# State-selected endoergic rates from exoergic product distributions

## Statement

Consider an elementary bimolecular gas reaction $\mathrm{A}\rightleftharpoons\mathrm{B}$, where A and B each stand for a pair of species and the forward direction is exoergic. The running example has A = O + OH and B = H + O$_2$. Let $i$ label the internal levels of pair A and $n$ those of pair B, with electronic, fine-structure, vibrational and rotational labels all included, and let $\beta=1/k_BT$.

**Result.** Let fully thermal reagents A at temperature $T$ react with rate constant $k_{\rm fwd}(T)$ and form the level $n$ with nascent probability $P(n;T)$, normalised over all levels of B. Then the rate constant of the reverse reaction for reagents B prepared in $n$, colliding with a Maxwell–Boltzmann distribution at the same $T$, and summed over all final levels $i$ of A, is

$$k_{\rm rev}(n;T)=k_{\rm rev}(T)\,\frac{P(n;T)}{f(n;T)},\qquad k_{\rm rev}(T)=\frac{k_{\rm fwd}(T)}{K_c(T)}.\tag{1}$$

Here $f(n;T)$ is the Boltzmann population of $n$ and $K_c$ is the equilibrium constant of the forward reaction in concentrations, $[\mathrm{H}][\mathrm{O_2}]/[\mathrm{O}][\mathrm{OH}]$ in the example. It is dimensionless because the number of particles does not change.

**Groups of levels.** For a set $V$ of levels, such as all rotational and spin levels of O$_2(v)$, eq. (1) holds with $P(V)=\sum_{n\in V}P(n)$ and $f(V)=\sum_{n\in V}f(n)$. The rate constant $k_{\rm rev}(V;T)$ then refers to reagents distributed thermally at $T$ inside $V$.

**Restricted reagents.** If the forward reagents are confined to a set $I$, such as OH($v'=0$), and are thermal inside it, with rate constant $k_{\rm fwd}(I)$ and product distribution $P_I$, then only the partial reverse rate into $I$ is obtained:

$$k_{\rm rev}(V\to I;T)=\frac{k_{\rm fwd}(I;T)\,f(I;T)}{K_c(T)}\,\frac{P_I(V;T)}{f(V;T)}.\tag{2}$$

## Premises and conventions

1. Reaction occurs in isolated binary collisions, described by a unitary scattering matrix $S(E)$ at total energy $E$ in the centre-of-mass frame.
2. The Hamiltonian is invariant under rotation and time reversal, so no external field is present. No separation of electronic and nuclear motion is needed.
3. Reagents are unpolarised: the $g_i$ (or $g_n$) degenerate substates of a level of the pair are equally populated. Here $g$ is the product of the degeneracies of the two partners.
4. The relative translational energy $E_t$ has the Maxwell–Boltzmann distribution at $T$.

Internal energies $\varepsilon_i$ and $\varepsilon_n$ are counted from the lowest level of each pair, and $\Delta>0$ is the energy of the lowest level of A above the lowest level of B. On a common scale with its zero at the lowest level of A,

$$E_i=\varepsilon_i,\qquad E_n=\varepsilon_n-\Delta,\qquad E=E_i+E_t=E_n+E_t'.$$

The internal partition functions and populations are $Q_A=\sum_i g_ie^{-\beta\varepsilon_i}$, $f(i)=g_ie^{-\beta\varepsilon_i}/Q_A$, and likewise $Q_B$ and $f(n)$. The reduced masses are $\mu_A$ and $\mu_B$. Identical nuclei are treated with symmetrised channel functions, so the sums run over the levels that exist: $^{16}$O$_2$ in its ground electronic state has only odd rotational quantum number $N$. The proton spin gives the same factor 2 on both sides and is dropped.

## Derivation

### Step 1: a symmetric reaction probability

An incident plane wave of wavenumber $\kappa_i=\sqrt{2\mu_AE_t}/\hbar$ is a sum of partial waves $l$, each with zero projection on the beam axis and each contributing $\pi(2l+1)/\kappa_i^2$ times its reaction probability to the cross section. Couple $l$ and the internal angular momentum $j$ of the pair to the conserved total $J$. The average over the internal projection $m$ needs $\sum_m\langle l\,0\,j\,m|J\,m\rangle^2=(2J+1)/(2l+1)$, which replaces $2l+1$ by $2J+1$, and interference between different $l$ or $J$ vanishes in the integral cross section of unpolarised reagents. The result is

$$\sigma_{i\to n}=\frac{\pi}{\kappa_i^2\,g_i}\,\Omega_{in}(E),\qquad \Omega_{in}(E)=\sum_J(2J+1)\sum_{a\in i}\sum_{b\in n}\big|S^J_{ba}(E)\big|^2,\tag{3}$$

where $a$ and $b$ run over the channels of given $J$ (orbital and intermediate coupling labels) that belong to the levels $i$ and $n$. $\Omega_{in}$ vanishes unless both levels are open, $E>\max(E_i,E_n)$.

Let $\Theta$ be the antiunitary time-reversal operator. Invariance means $\Theta S\Theta^{-1}=S^\dagger$, and therefore $|\langle b|S|a\rangle|=|\langle\Theta a|S|\Theta b\rangle|$. $\Theta$ sends a channel state with $J,M$ into the same channel with $J,-M$, up to a phase, and $S^J$ does not depend on $M$. Hence $|S^J_{ba}|=|S^J_{ab}|$, for integer and half-integer $J$ alike, and

$$\Omega_{in}(E)=\Omega_{ni}(E).\tag{4}$$

With eq. (3) this is microscopic reversibility, $\kappa_i^2g_i\sigma_{i\to n}=\kappa_n^2g_n\sigma_{n\to i}$ at equal total energy. Unitarity alone gives less. From $S^\dagger S=SS^\dagger=1$, with only A and B open, the total probability leaving A equals the total entering A, which fixes $\sum_{in}\Omega_{in}=\sum_{in}\Omega_{ni}$. The level-by-level equality needs time reversal.

### Step 2: the thermal average

The state-to-state rate constant is the average of speed times cross section. With the normalised distribution $2\pi^{-1/2}\beta^{3/2}E_t^{1/2}e^{-\beta E_t}$ and the speed $(2E_t/\mu_A)^{1/2}$,

$$k_{i\to n}(T)=\Big(\frac{8}{\pi\mu_A}\Big)^{1/2}\beta^{3/2}\int_0^\infty E_t\,\sigma_{i\to n}\,e^{-\beta E_t}\,dE_t .$$

Eq. (3) gives $E_t\sigma_{i\to n}=\pi\hbar^2\Omega_{in}/(2\mu_Ag_i)$. The constants combine as

$$\Big(\frac{8}{\pi\mu_A}\Big)^{1/2}\beta^{3/2}\frac{\pi\hbar^2}{2\mu_A}=\frac{(2\pi)^{1/2}\hbar^2\beta^{3/2}}{\mu_A^{3/2}}=\frac{1}{h\,\Phi_A},\qquad \Phi_A=\Big(\frac{\mu_A}{2\pi\hbar^2\beta}\Big)^{3/2},$$

where $\Phi_A$ is the partition function of relative translation per unit volume. Changing the variable to $E=E_i+E_t$ gives

$$k_{i\to n}=\frac{e^{\beta E_i}}{h\,\Phi_A\,g_i}\,W_{in},\qquad W_{in}(T)=\int_{\max(E_i,E_n)}^\infty\Omega_{in}(E)\,e^{-\beta E}\,dE.\tag{5}$$

The same steps in the reverse direction give $k_{n\to i}=e^{\beta E_n}W_{ni}/(h\Phi_Bg_n)$. The lower limit is symmetric in $i$ and $n$, and the integrand is symmetric by eq. (4), so $W_{ni}=W_{in}$.

### Step 3: detailed balance

Eliminating $W_{in}$ between the two directions gives

$$\Phi_A\,g_ie^{-\beta E_i}\,k_{i\to n}=\Phi_B\,g_ne^{-\beta E_n}\,k_{n\to i}=W_{in}/h .$$

Substitute $g_ie^{-\beta E_i}=Q_Af(i)$ and $g_ne^{-\beta E_n}=Q_Be^{\beta\Delta}f(n)$, and divide by $\Phi_AQ_A$:

$$f(i)\,k_{i\to n}=K_c\,f(n)\,k_{n\to i},\qquad K_c=\Big(\frac{\mu_B}{\mu_A}\Big)^{3/2}\frac{Q_B}{Q_A}\,e^{\beta\Delta}.\tag{6}$$

This $K_c$ is the ideal-gas equilibrium constant. At equilibrium each concentration is proportional to the single-particle partition function per volume, with a translational factor $\propto m^{3/2}$. The product of the two masses of a pair is $\mu M$, the total mass $M$ is the same on both sides, and the ratio of translational factors is $(\mu_B/\mu_A)^{3/2}$.

### Step 4: thermal rate constants

Thermal rate constants average over initial levels and sum over final levels:

$$k_{\rm fwd}=\sum_{i,n}f(i)\,k_{i\to n},\qquad k_{\rm rev}=\sum_{n,i}f(n)\,k_{n\to i}.$$

Summing eq. (6) over $i$ and $n$ gives $k_{\rm fwd}=K_c\,k_{\rm rev}$, the second half of eq. (1).

### Step 5: the state-selected rate

The nascent product distribution is the share of forward events that end in $n$, and the state-selected reverse rate constant counts every final level:

$$P(n;T)=\frac{\sum_if(i)\,k_{i\to n}}{k_{\rm fwd}},\qquad k_{\rm rev}(n;T)=\sum_ik_{n\to i}.$$

Summing eq. (6) over $i$ alone gives

$$k_{\rm fwd}\,P(n)=K_c\,f(n)\,k_{\rm rev}(n).\tag{7}$$

Division by $K_cf(n)$ and the result of Step 4 give eq. (1). The sum over $i$ is unrestricted. A level $i$ with a small thermal population enters the left side with weight $f(i)k_{i\to n}$, and this product is exactly proportional to its share of the reverse rate.

### Step 6: groups of levels

For reagents thermal inside $V$ the conditional population of $n\in V$ is $f(n)/f(V)$. With eq. (7),

$$k_{\rm rev}(V)=\sum_{n\in V}\frac{f(n)}{f(V)}k_{\rm rev}(n)=\frac{k_{\rm fwd}}{K_c}\,\frac{\sum_{n\in V}P(n)}{f(V)}=k_{\rm rev}\frac{P(V)}{f(V)} .$$

For restricted forward reagents the definitions are $k_{\rm fwd}(I)P_I(V)=\sum_{i\in I}\sum_{n\in V}[f(i)/f(I)]k_{i\to n}$ and $k_{\rm rev}(V\to I)=\sum_{n\in V}\sum_{i\in I}[f(n)/f(V)]k_{n\to i}$. Summing eq. (6) over $i\in I$ and $n\in V$ gives $f(I)k_{\rm fwd}(I)P_I(V)=K_cf(V)k_{\rm rev}(V\to I)$, which is eq. (2).

## Consequences

**Share of the flux.** Eq. (1) can be written $f(n)k_{\rm rev}(n)/k_{\rm rev}=P(n)$. The fraction of the thermal endoergic reaction that starts from $n$ equals the fraction of the exoergic reaction that ends there.

**Effect of vibration.** For O$_2(v)$, $f(v)\propto q_ve^{-\beta\varepsilon_v}$, with $\varepsilon_v$ the vibrational energy above $v=0$ and $q_v$ the rotational partition function of level $v$. Then

$$\frac{k_{\rm rev}(v)}{k_{\rm rev}(0)}=\frac{P(v)}{P(0)}\,\frac{q_0}{q_v}\,e^{\beta\varepsilon_v},\tag{8}$$

which needs neither $K_c$ nor an absolute rate. Vibration has no effect if the products are born thermal, $P=f$. The enhancement exceeds the full factor $e^{\beta\varepsilon_v}$ only if the nascent population is inverted, $P(v)/q_v>P(0)/q_0$.

**Bound on the tail.** If $k_{\rm max}$ is an upper limit of $k_{\rm rev}(v)$, such as the rate constant for capture into the intermediate well, eq. (7) gives $P(v)\le K_cf(v)\,k_{\rm max}/k_{\rm fwd}$. At high $v$ the nascent distribution must fall at least as fast as $f(v;T)$. A fit with a single vibrational temperature above $T$ cannot be extrapolated there.

## Range of validity

Within the premises eq. (1) is exact. It holds for direct and complex-forming reactions, with tunnelling, resonances, recrossing and nonadiabatic coupling. The limits lie in the use of the inputs.

- All degrees of freedom of the forward reagents must be thermal at one $T$, including the O($^3P_J$) fine structure and the spin–orbit, rotational and vibrational levels of OH. A distribution from a beam at fixed collision energy or from photolytic reagents is not $P(n;T)$. It can be inverted only through eqs. (3) and (4), or through eq. (2).
- $P$ must be nascent, free of later relaxation, and normalised over all product levels, excited electronic states of O$_2$ included.
- The reverse rate refers to translation, and to unresolved rotation, at the same $T$. For arbitrary vibrational populations $y_v$ the rate constant is $\sum_vy_vk_{\rm rev}(v;T)$.
- $k_{\rm rev}(v)$ counts O + OH only. Relaxation of O$_2(v)$ by H and collisional stabilisation of HO$_2$ also remove O$_2(v)$ and are not included.
- The HO$_2$ complex must decay before a third body strikes it. Otherwise premise 1 fails.
- An observed bulk rate constant equals $k_{\rm rev}(T)$ only if relaxation maintains $f(n)$ against depletion by reaction.
- The relative uncertainty of $k_{\rm rev}(v)$ includes that of $P(v)$, which grows in the tail, and $\beta\,\delta\Delta$ from $K_c$.

## Illustration: H + O$_2(v)$ at 1200 K

The temperature, with a pressure near 10 torr, is typical of the low-pressure H$_2$/O$_2$ (in-situ steam) oxidation of silicon, where H + O$_2$ → O + OH supplies oxidising radicals. The density is $8.0\times10^{16}$ cm$^{-3}$. With an assumed collision rate constant of $3\times10^{-10}$ cm$^3$ s$^{-1}$ the time between collisions is $4\times10^{-8}$ s, far longer than the picoseconds typical of the lifetime of the complex. At 1200 K, $k_BT/hc=834.0$ cm$^{-1}$.

**Inputs, all assumed typical values** (energies in cm$^{-1}$): $\Delta=5690$ (68.1 kJ mol$^{-1}$); O$_2(X\,^3\Sigma_g^-)$ with $\omega_e=1580.2$, $\omega_ex_e=12.0$, $B_0=1.438$, $\alpha_e=0.0159$, and the $a\,^1\Delta_g$ state at 7880; OH($X\,^2\Pi$) with $B_0=18.55$, spin–orbit constant $A=-139.2$, centrifugal constant $D=0.0019$, $v'=1$ at 3570 and $v'=2$ at 6970; O($^3P_1$) at 158.3 and O($^3P_0$) at 227.0 above $^3P_2$; masses 1.008 u and 15.995 u; $k_{\rm fwd}=1.6\times10^{-11}$ cm$^3$ molecule$^{-1}$ s$^{-1}$.

### Equilibrium constant

The mass factor is $(\mu_B/\mu_A)^{3/2}=[2m_{\rm H}/(m_{\rm O}+m_{\rm H})]^{3/2}=0.0408$. The atoms have $Q_{\rm H}=2$ and $Q_{\rm O}=5+3e^{-158.3\beta}+e^{-227.0\beta}=8.24$. For O$_2$, $\varepsilon_v=\omega_ev-\omega_ex_ev(v+1)$ gives a vibrational sum of 1.184, and the rigid rotor with odd $N$ gives $k_BT/2B_0=290$, within 1 % of the sum over levels. With the spin factor 3, $Q_{\rm O_2}=1030$. For OH the Hill–Van Vleck term values, with $s=J+\tfrac12$ and $Y=A/B_0=-7.50$, are

$$F_\pm=B_0\Big[s^2-1\pm\tfrac12\sqrt{4s^2+Y(Y-4)}\Big],$$

each with degeneracy $2(2J+1)=4s$ including the $\Lambda$ doublet, and with only $F_+$ present at $s=1$. The lowest level is $F_-(s=2)=-38.2$ cm$^{-1}$. Counted from it, the sum is 174. The levels $v'=0,1$ give a vibrational factor 1.014. Eq. (6), evaluated with unrounded factors and $\beta\Delta=6.82$, gives

$$K_c=0.0580\times918=53,\qquad k_{\rm rev}=3.0\times10^{-13}\ \text{cm}^3\,\text{molecule}^{-1}\,\text{s}^{-1}.$$

Centrifugal distortion of OH would lower $K_c$ by $2Dk_BT/B_0^2=1$ %, and a change of 20 cm$^{-1}$ in $\Delta$ changes it by 2 %. The value of $k_{\rm fwd}$ was chosen so that $k_{\rm rev}$ has the size typical of H + O$_2$ → O + OH near this temperature, about $3\times10^{-13}$, so this number tests nothing.

### A model product distribution

$P(v;T)$ is built from two assumptions.

(a) Speed times reactive cross section is the same constant for every level of O + OH and every $E_t$. Reacting pairs then have the energy distribution of all pairs. The translational density of states $\propto E_t^{1/2}$, convolved with the constant density of a classical rotor, gives $\int_0^E(E-e)^{1/2}de=\tfrac23E^{3/2}$. For OH($v'$) the energy $x=\beta(E-\varepsilon_{v'})$ is distributed as $x^{3/2}e^{-x}/\Gamma(5/2)$, and $v'$ has its Boltzmann weight $w_{v'}$, with $\beta\varepsilon_{v'=1}=4.28$ and $w_1=0.014$. Fine-structure energy, at most $0.27\,k_BT$ in the O atom, is left out of $x$.

(b) At given total energy all states of H + O$_2(X)$ are equally likely (the prior distribution). The same convolution gives, with $\eta_v=\beta(\varepsilon_v-\Delta)$ and $(y)_+=\max(y,0)$,

$$p(v|z)=\frac{(z-\eta_v)_+^{3/2}}{\sum_u(z-\eta_u)_+^{3/2}},\qquad P(v)=\sum_{v'=0,1}w_{v'}\int_0^\infty\frac{x^{3/2}e^{-x}}{\Gamma(5/2)}\,p\big(v\,|\,x+\beta\varepsilon_{v'}\big)\,dx.\tag{9}$$

One rotational constant serves for all $v$. The neglected change, $\alpha_e/B_0=1.1$ % per quantum, puts the same factor $1/B_v$ into $f(v)$ and into the numerator of $p$, so it affects $P/f$ only through the two normalisations. OH($v'=2$), with Boltzmann factor $2\times10^{-4}$, would add less than 1 % to any $P(v)$ listed. O$_2(a)$ lies above $v=5$ with electronic weight 2/3 and would take less than $\tfrac23P(5)=0.006$ in the same prior.

### Model results

Numerical integration of eq. (9) and use of eq. (1) give the table. The last two columns come from unrounded entries, and rate constants are in cm$^3$ molecule$^{-1}$ s$^{-1}$.

| $v$ | $\varepsilon_v$/cm$^{-1}$ | $f(v)$ | $P(v)$ | $P/f$ | $k_{\rm rev}(v)$ |
|---|---|---|---|---|---|
| 0 | 0 | 0.844 | 0.396 | 0.47 | $1.4\times10^{-13}$ |
| 1 | 1556 | 0.131 | 0.279 | 2.1 | $6.4\times10^{-13}$ |
| 2 | 3088 | 0.0208 | 0.179 | 8.6 | $2.6\times10^{-12}$ |
| 3 | 4597 | $3.41\times10^{-3}$ | 0.096 | 28 | $8.5\times10^{-12}$ |
| 4 | 6081 | $5.76\times10^{-4}$ | 0.037 | 64 | $1.9\times10^{-11}$ |
| 5 | 7541 | $1.00\times10^{-4}$ | 0.0095 | 95 | $2.9\times10^{-11}$ |
| 6 | 8977 | $1.79\times10^{-5}$ | 0.0022 | $1.2\times10^{2}$ | $3.7\times10^{-11}$ |

In the model, molecules with $v\ge1$ make up 16 % of the O$_2$ and carry 60 % of the thermal reaction, and a gas with all O$_2$ in $v=0$ reacts at 0.47 of the thermal rate. Eq. (8) gives $k_{\rm rev}(1)/k_{\rm rev}(0)=0.70\times6.5=4.6$. The growth slows above $v=3$, where $\varepsilon_v$ passes $\Delta$ and the channel to OH($v'=0$) becomes exoergic. With a typical order of $10^{-10}$ for the capture rate constant $k_{\rm max}$, the bound on the tail is $P(6)\le0.006$, which the model obeys.

By eq. (2), the $v'=1$ term of eq. (9) divided by $P(v)$ is the share of the reverse reaction that forms OH($v'=1$). It is 1 % at $v=0$, 8 % at $v=5$ and 16 % at $v=6$. A forward distribution from OH($v'=0$) alone misses these parts of $k_{\rm rev}(v)$, although $w_1$ is only 0.014.

The state-selected rate constants are the model's. A vibrational distribution of O$_2$ that falls steadily with $v$ is typical of scattering calculations on this reaction, but the prior ignores conservation of total angular momentum, which matters because the light H atom carries away little orbital angular momentum, and it ignores incomplete energy randomisation in HO$_2$. Any relative change of $P(v)$ from these causes passes unchanged into $k_{\rm rev}(v)$, and the entries above threshold, $v\ge4$, depend most on assumptions (a) and (b).